Dear colleague,

The harmonic spectrum that your 70 MeV beam produces in a circularly polarised CO$_2$ pulse follows from a very small model: one classical laser mode, one quantised photon mode with two helicities, and the two spin states of the electron. Each initial spin has three non-zero amplitudes. Their squares give the rate of Nikishov and Ritus (1964) exactly to first order in $\alpha$ and to all orders in the laser field. I derive this below and then take the Thomson limit, where the yields have a closed form.

**Conventions**

I use $\hbar=c=1$, metric $(+,-,-,-)$, $e^2=4\pi\alpha$, and $v^\pm=v^0\pm v^3$. The electron comes in along $+z$ with momentum $p$. The wave runs along $-z$, so $k^+=0$, $k^-=2\omega$, its phase is $\varphi=k\cdot x=\omega(t+z)$, and $k\cdot p=\omega p^+$. The vector potential is transverse, has constant length $|\mathbf A|$ and rotates; $a_0=e|\mathbf A|/m$. A linear wave of the same intensity has a peak value $\sqrt2\,a_0$. Transverse vectors are written as complex numbers $v^1+iv^2$.

**The electron in the wave**

Nothing depends on $x^-$ or $\mathbf x_\perp$, so $p^+$ and the canonical transverse momentum are conserved. The kinetic momentum $\pi$ has
$$\pi^+=p^+,\qquad w\equiv\pi^1+i\pi^2=ma_0e^{i\varphi},\qquad \pi^-=\frac{m^2+|w|^2}{p^+}.$$
Its cycle average is the quasi-momentum $q$, with $q^+=p^+$, $\mathbf q_\perp=0$, $q^2=m_*^2=m^2(1+a_0^2)$. In the frame where $q^+=m_*$ one has $\pi^-=\pi^+$, so the electron runs on a fixed circle with energy $m_*$ and speed $\beta=a_0/\sqrt{1+a_0^2}$. I call this the mean rest frame.

In the chiral representation $u=(L,R)$, with $\pi\cdot\sigma\,R=mL$, $\pi\cdot\bar\sigma\,L=mR$, $\sigma^\mu=(1,\boldsymbol\sigma)$ and $\bar\sigma^\mu=(1,-\boldsymbol\sigma)$, two solutions with $\bar uu=2m$ are
$$u_\uparrow=\frac{(m,\,0;\;\pi^+,\,w)}{\sqrt{\pi^+}},\qquad u_\downarrow=\frac{(-w^*,\,\pi^+;\;0,\,m)}{\sqrt{\pi^+}}.$$
Try $\psi=u(\pi(\varphi))\exp[-ip\cdot x-i\int(\pi^--p^-)\,d\varphi/2\omega]$. The derivative of the phase together with the potential yields $\pi$, and $(\gamma\cdot\pi-m)u=0$. What remains is $\gamma\cdot k\,du/d\varphi$. Only the lower component of $R$ in $u_\uparrow$ and the upper one of $L$ in $u_\downarrow$ vary, and $k\cdot\sigma=\mathrm{diag}(2\omega,0)$, $k\cdot\bar\sigma=\mathrm{diag}(0,2\omega)$ annihilate them. So $\psi$ solves the Dirac equation exactly; it is Volkov's state.

**Three amplitudes**

Let the photon carry $k'^+=sp^+$ and transverse momentum $\kappa$. The final electron has $\pi'^+=(1-s)p^+$ and $w'=w-\kappa$ at every phase. Choose polarisations with $\epsilon^+=0$, $\boldsymbol\epsilon_\perp=(1,\pm i)/\sqrt2$ and $\epsilon^-=2\boldsymbol\epsilon_\perp\cdot\mathbf k'_\perp/k'^+$, so that $\epsilon\cdot k'=0$; the sign is the photon helicity. The vertex is $M=R'^\dagger(\epsilon^*\cdot\sigma)R+L'^\dagger(\epsilon^*\cdot\bar\sigma)L$. For helicity $+$,
$$\epsilon^*\cdot\sigma=\sqrt2\begin{pmatrix}\kappa^*/k'^+&0\\-1&0\end{pmatrix},\qquad \epsilon^*\cdot\bar\sigma=\sqrt2\begin{pmatrix}0&0\\1&\kappa^*/k'^+\end{pmatrix}.$$
For $\uparrow\to\uparrow$ the $L$ term vanishes and $M=\sqrt2\,[(1-s)\kappa^*/s-w'^*]/\sqrt{1-s}=\sqrt2\,\rho^*/(s\sqrt{1-s})$, with
$$\rho=\kappa-sw .$$
The other products go the same way. In units of $\sqrt2/(s\sqrt{1-s})$:

| transition | photon $+$ | photon $-$ |
|---|---|---|
| $\uparrow\to\uparrow$ | $\rho^*$ | $(1-s)\rho$ |
| $\uparrow\to\downarrow$ | $-s^2m$ | $0$ |
| $\downarrow\to\downarrow$ | $(1-s)\rho^*$ | $\rho$ |
| $\downarrow\to\uparrow$ | $0$ | $s^2m$ |

The integrals over $x^-$ and $\mathbf x_\perp$ have enforced the conservation laws already used. There remains $\int d\varphi\,M e^{i\Phi}$ with
$$\frac{d\Phi}{d\varphi}=\frac{\pi'^-+k'^--\pi^-}{2\omega}=\frac{|\rho|^2+s^2m^2}{2\,k\cdot p\;s(1-s)} .$$
By rotational symmetry take $\kappa=r$ real. Then $|\rho|^2=r^2+s^2m^2a_0^2-2rsma_0\cos\varphi$ and $\Phi=\bar\nu\varphi-z\sin\varphi$, with
$$\bar\nu=\frac{r^2+s^2m_*^2}{2\,k\cdot p\;s(1-s)},\qquad z=\frac{r\,ma_0}{k\cdot p\,(1-s)} .$$
In a long wave only integer $\bar\nu=n$ survive, which is the statement $q+nk=q'+k'$. With $J_n(z)=\frac1{2\pi}\int_0^{2\pi}e^{i(n\varphi-z\sin\varphi)}d\varphi$ the cycle averages are
$$1\to J_n,\qquad \rho^*\to R_+=rJ_n-sma_0J_{n-1},\qquad \rho\to R_-=rJ_n-sma_0J_{n+1}.$$

Introduce $u=k\cdot k'/k\cdot p'=s/(1-s)$ and $u_n=2n\,k\cdot p/m_*^2$. The condition $\bar\nu=n$ gives $r^2=m_*^2\,u(u_n-u)/(1+u)^2$, hence $0\le u\le u_n$ and
$$z=\frac{2na_0}{\sqrt{1+a_0^2}}\sqrt{\frac{u}{u_n}\Big(1-\frac{u}{u_n}\Big)} .$$

**Adding the squares**

Average over the initial spin and sum over the final states:
$$\overline{|M_n|^2}=\frac{2}{s^2(1-s)}\Big[\frac{1+(1-s)^2}{2}\,(R_+^2+R_-^2)+s^4m^2J_n^2\Big].$$
The cross term in $R_+^2+R_-^2$ is $-2rsma_0J_n(J_{n-1}+J_{n+1})=-4rsma_0(n/z)J_n^2$, and $n/z=(r^2+s^2m_*^2)/(2rsma_0)$. The $r^2$ terms cancel, leaving
$$R_+^2+R_-^2=s^2m^2\,[a_0^2B_n-2J_n^2],\qquad B_n=J_{n+1}^2+J_{n-1}^2-2J_n^2 .$$
The coefficient of $J_n^2$ in the bracket above becomes $-s^2m^2[1+(1-s)^2-s^2]=-2s^2m^2(1-s)$, and $(1-s)^{-1}+(1-s)=2+u^2/(1+u)$. Therefore
$$\overline{|M_n|^2}=m^2\Big\{-4J_n^2+a_0^2\Big[2+\frac{u^2}{1+u}\Big]B_n\Big\}.$$

For the prefactor, normalise each state to one particle crossing a surface of constant $\varphi$. Since $\bar u\gamma^+u=2\pi^+$ and $dx^+=d\varphi/\omega$,
$$dP=\frac{4\pi\alpha}{(2k\cdot p)(2k\cdot p')}\Big|\int d\varphi\,Me^{i\Phi}\Big|^2\frac{ds\,d^2\kappa}{(2\pi)^3\,2s}.$$
Per unit phase the squared integral is $2\pi\sum_n\delta(\bar\nu-n)|M_n|^2$. With $d^2\kappa=\pi\,dr^2$ the delta function gives $2\pi\,k\cdot p\,s(1-s)$, and $k\cdot p'=(1-s)\,k\cdot p$. Collecting factors, $dP_n/d\varphi=(\alpha/4k\cdot p)\int ds\,\overline{|M_n|^2}$. Along the orbit $dt/d\varphi=\pi^0/k\cdot p$, whose cycle average is $q_0/k\cdot p$, and $ds=du/(1+u)^2$. The emission probability per electron and unit time is
$$W_n=\frac{\alpha m^2}{4q_0}\int_0^{u_n}\frac{du}{(1+u)^2}\Big\{-4J_n^2(z)+a_0^2\Big[2+\frac{u^2}{1+u}\Big]\big(J_{n+1}^2+J_{n-1}^2-2J_n^2\big)\Big\}.$$
This is the general Nikishov-Ritus result. The head-on geometry cost nothing: an initial transverse momentum $p_\perp$ only replaces $r$ by $|\kappa-sp_\perp|$, and $q_0W_n$ depends on the invariants $a_0$ and $\eta=k\cdot p/m^2$ alone.

The amplitudes take a more telling form with the photon angle $\theta$ from $+z$ in the mean rest frame. There $\tan(\theta/2)=r/k'^+=r/(sm_*)$, so $u/u_n=\cos^2(\theta/2)$ and $z=n\beta\sin\theta$. Using $J_{n\mp1}=(n/z)J_n\pm J_n'$,
$$R_\pm=-sm_*\,[\cot\theta\,J_n\pm\beta J_n'] ,$$
still without approximation.

**Weak wave: Klein-Nishina**

For $a_0\ll1$ and $n=1$ put $J_0=1$, $J_1=z/2$, $J_2=0$, $x=u_1=2\eta$. The curly bracket becomes $a_0^2[2+u^2/(1+u)-4(u/x)(1-u/x)]$. The field strength is $m\omega a_0/e$, the energy density of a circular wave is its square, and the photon density is $m^2\omega a_0^2/4\pi\alpha$. The flux on the moving electron is this times $k\cdot p/\omega p_0$. With $r_e=\alpha/m$,
$$d\sigma=\frac{2\pi r_e^2}{x}\frac{du}{(1+u)^2}\Big[2+\frac{u^2}{1+u}-\frac{4u}{x}\Big(1-\frac ux\Big)\Big].$$
In the electron rest frame $1+u=\omega/\omega'$ and $u=(x/2)(1-\cos\Theta)$, with scattering angle $\Theta=\pi-\theta$. The last term is then $\sin^2\Theta$, and $d\sigma/d\Omega=\frac12r_e^2(\omega'/\omega)^2[\omega/\omega'+\omega'/\omega-\sin^2\Theta]$, the Klein-Nishina formula. Its integral is
$$\sigma=\frac{2\pi r_e^2}{x}\Big[\Big(1-\frac4x-\frac8{x^2}\Big)\ln(1+x)+\frac12+\frac8x-\frac1{2(1+x)^2}\Big]=\sigma_T\,(1-x+\dots),$$
where $\sigma_T=8\pi r_e^2/3=6.652\times10^{-11}$ nm$^2$. At $x=1$ the ratio is $\sigma/\sigma_T=0.563$. The spin-flip amplitude contributes $2a_0^2\frac{u^2}{1+u}\frac ux(1-\frac ux)$ to the bracket, which for small $x$ is a fraction $3x^2/40$ of the events.

**Thomson limit in closed form**

For $u_n\ll1$ drop $s$ against 1. The flip amplitude disappears and the spin becomes a spectator. With $du=\frac12u_n\sin\theta\,d\theta$ in magnitude, the number of photons per radian of laser phase is
$$\frac{dP_n}{d\varphi}=\alpha f_n,\qquad f_n=n\int_0^\pi\sin\theta\,d\theta\,\big[\cot^2\theta\,J_n^2+\beta^2J_n'^2\big].$$
This is Schott's classical spectrum of a charge on a circle, divided by the photon energy. It doesn't depend on the beam energy.

The integral is easier from the form $f_n=\frac{n}{4(1+a_0^2)}\int\sin\theta\,d\theta\,\{-4J_n^2+2a_0^2B_n\}$. Integrating the power series of $J_j^2$ term by term, with $\int_0^\pi\sin^{2l+1}\theta\,d\theta=2^{2l+1}(l!)^2/(2l+1)!$, gives
$$\int_0^\pi J_j^2(\xi\sin\theta)\sin\theta\,d\theta=\frac1\xi\int_0^{2\xi}J_{2j}(t)\,dt .$$
Because $J_{2n+2}+J_{2n-2}-2J_{2n}=4J_{2n}''$ and $J'_{2n}(0)=0$, the $B_n$ term integrates at once:
$$f_n=\frac1\beta\Big[2\beta^2J'_{2n}(2n\beta)-(1-\beta^2)\int_0^{2n\beta}J_{2n}(t)\,dt\Big].$$
For small $\beta$ this gives $f_1=\frac23\beta^2$, which is $\sigma_T$ times the flux.

A sum rule tests the whole ladder. In the mean rest frame, with laser frequency $\omega_*$, harmonic $n$ has energy $n\omega_*$, the acceleration $\beta\omega_*$ is normal to the velocity, and the Lorentz factor is $\sqrt{1+a_0^2}$. The relativistic Larmor power $\frac23\alpha(1+a_0^2)^2\beta^2\omega_*^2$ then requires
$$\sum_nnf_n=\tfrac23a_0^2(1+a_0^2).$$

The first quantum correction is just as simple. To first order in $u$ only $(1+u)^{-2}\approx1-2u$ matters. The Thomson weight is symmetric under $\theta\to\pi-\theta$, so the mean of $u$ is $u_n/2$ and $W_n$ is multiplied by $1-u_n$. The spin term enters at order $u_n^2$.

**Numbers**

The inputs are the typical CO$_2$ wavelength of 10600 nm, an assumed total electron energy of 70 MeV before the pulse, and an assumed constant $a_0=0.75$, chosen because it makes $m_*=1.25\,m$ and $\beta=0.6$. All results are the model's.

The laser photon has 0.11697 eV. The field is 227.2 V/nm, the intensity $\epsilon_0cE^2$ is $1.37\times10^{16}$ W/cm$^2$, and a linear wave of that intensity would have a peak parameter of 1.061. The beam has $\gamma=136.987$ and $p^+/m=273.970$. Hence $\eta=6.271\times10^{-5}$ and $u_1=8.027\times10^{-5}$.

In the laboratory a photon at angle $\theta_L$ has $\tan(\theta_L/2)=(m_*/p^+)\tan(\theta/2)$ and energy $\frac12sp^+[1+\tan^2(\theta_L/2)]$. The edge of harmonic $n$ lies on the axis, at
$$\omega'_n=\frac{p^+}{2}\frac{u_n}{1+u_n}\approx\frac{4\gamma^2n\omega}{1+a_0^2}.$$
Here $f_n=[0.72\,J'_{2n}(1.2n)-0.64\,I_n]/0.6$ with $I_n=\int_0^{1.2n}J_{2n}\,dt$. The yield per laser period is $N_n=2\pi\alpha f_n$ in the Thomson limit. The last column is the general rate, recoil and spin included.

| $n$ | edge (keV) | $J'_{2n}$ | $I_n$ | $f_n$ | $10^3N_n$, Thomson | $10^3N_n$, general |
|---|---|---|---|---|---|---|
| 1 | 5.618 | 0.23271 | 0.06698 | 0.20780 | 9.528 | 9.527 |
| 2 | 11.236 | 0.09094 | 0.03369 | 0.07318 | 3.356 | 3.355 |
| 3 | 16.852 | 0.04083 | 0.01686 | 0.03101 | 1.422 | 1.421 |
| 4 | 22.468 | 0.01944 | 0.00854 | 0.01421 | 0.652 | 0.652 |

The two yield columns differ by the factor $1-nu_1$. The electron meets the phase at the rate $k\cdot p/q_0=3.554\times10^{14}$ rad/s, so $W_1=5.39\times10^{11}$ s$^{-1}$. The four harmonics give $\sum nf_n=0.5041$ against the sum-rule value 0.5859, or 86 per cent of the radiated energy; higher harmonics carry the rest. The weak-wave estimate $f_1=\frac23a_0^2=0.375$ overshoots the fundamental, 0.208, by a wide margin.

The first edge, a wavelength of 0.2207 nm, lies 36 per cent below the weak-wave edge of 8.778 keV. That shift is the effective mass at work. Recoil lowers the edge by only 0.45 eV. In a weak wave your kinematics give $x=1.254\times10^{-4}$, $\sigma/\sigma_T=0.999875$ and a spin-flip fraction of $1.18\times10^{-9}$; to reach $x=1$ at this wavelength you would need 0.56 TeV.

The amplitudes also tell you where to look. On the axis $r=z=0$, so only $J_{n-1}$ with $n=1$ survives. The fundamental is there fully circular, with the angular momentum along $z$ of the absorbed laser photon. Harmonics with $n\ge2$ vanish on the axis, their intensity rising as $\theta^{2(n-1)}$; they appear as rings, and their edges are soft. The orbital plane $\theta=\pi/2$ maps to $\theta_L=9.125$ mrad. Half of the photons of each harmonic fall inside this cone. On its rim the photon energy is half of the edge value, and $R_+=-R_-$, so the light is linearly polarised. In the Thomson limit the degree of circular polarisation is $2\beta\cot\theta\,J_nJ_n'/(\cot^2\theta\,J_n^2+\beta^2J_n'^2)$, which reduces to $2\cos\theta/(1+\cos^2\theta)$ for $n=1$ in a weak wave.

**What the model leaves out**

Each photon of harmonic $n$ removes on average a fraction $u_n/2$ of $p^+$. By the sum rule the loss per radian is $\frac12u_1\alpha\sum nf_n=\frac23\alpha a_0^2\eta$, that is $1.078\times10^{-6}$ or 75.5 eV per period. Assume a flat-top pulse of 100 periods, 3.54 ps long. An electron then emits 1.5 photons in the first four harmonics, so $W_n$ must be read as the rate of nearly independent events and not as a single-emission probability. It loses 7.5 keV on average. As the edge scales with $(p^+)^2$, this moves the first edge by 1.2 eV from the start of the pulse to its end, more than the recoil shift. The finite length blurs the condition $\bar\nu=n$ by about one part in 100, some 56 eV at the first edge. The recoil terms in the table are therefore out of your reach, and loop corrections, which carry a further factor $\alpha$, are not included. The Thomson column is the one to use.

The larger departure is that $a_0$ varies through a real pulse and across a focus. If it varies slowly the formulas hold locally, and the first edge sweeps the range from 8.778 down to 5.618 keV. The energy loss is strictly proportional to $a_0^2$ in the Thomson limit, so an intensity envelope $\sin^2$ of the same total length and peak halves it, and electrons off the focal axis radiate less still. The harmonic share falls faster, because $f_n\propto a_0^{2n}$ at small $a_0$. Read the table as the model's yield at the peak of the pulse. For a prediction, evaluate the closed form of $f_n$ at the local $a_0$ and average over the envelope and the beam.